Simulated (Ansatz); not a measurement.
# A family of molecules: the atomisation energy (no zero-point term)

Gas-phase molecules, one atom swapped for its congeners: C3H6AlCl `C=C[CH2][AlH][Cl]`; C3H6ClGa `C=C[CH2][GaH][Cl]`; C3H6ClIn `C=C[CH2][InH][Cl]`. All are singlets with charge 0.

Shapes, held fixed at every level: PBE0-D4/def2-TZVP. Flexible molecules stand in one conformer, not always the lowest. Programs: Ansatz 0.2.0. Values in eV.

Question: How should the atomisation energy change along the series?

Answer: At CCSD(T)/def2-TZVPP the atomisation energy falls at every step, from 42.15 to 40.04 eV. Every level shows the same order. For atoms past krypton def2 sets carry core potentials with scalar relativity. Relativity is left out for Ga. Outer-core shells of Ga, In are correlated in most correlated rows, in sets that cover them unevenly. Spin-orbit coupling, which grows down the group, is left out (summed over each molecule's free atoms 0.06, 0.12, 0.23 eV). Coupled cluster in double- or triple-zeta sets underbinds by a few per cent against its basis-set limit.

```tsv
level	C3H6AlCl	C3H6ClGa	C3H6ClIn
BHLYP-D4/def2-TZVPP	42.13	40.96	39.86
PBE0-D4/def2-TZVPP	43.45	42.30	41.18
r2SCAN0-D4/def2-TZVPP	43.01	41.79	40.64
wB97X-V/def2-TZVPP	43.24	42.08	41.03
MP2/def2-SVP	41.73	40.71	39.43
CCSD(T)/def2-TZVPP	42.15	41.20	40.04
```

The atomisation energy falls from aluminium through gallium to indium, and since the allyl group and the chlorine are common to all three molecules, the loss probably lies mainly in the metal's bonds to carbon, hydrogen and chlorine. Down group 13 the valence p orbitals become more diffuse and overlap less well with those of the partners. Gallium is a special case: its filled 3d shell screens the nucleus poorly, so the 4s pair is held tightly and costs more to engage in three bonds. Its higher electronegativity than aluminium's also reduces the ionic contribution, especially to the bond with chlorine.

The order is firmer than the spacing. The four hybrid functionals make the step from aluminium to gallium slightly the larger, whereas MP2 and CCSD(T) make the step from gallium to indium the larger, so the data don't settle where the bonding weakens most. Nor do total atomisation energies show how the loss is shared among the three bonds to the metal.
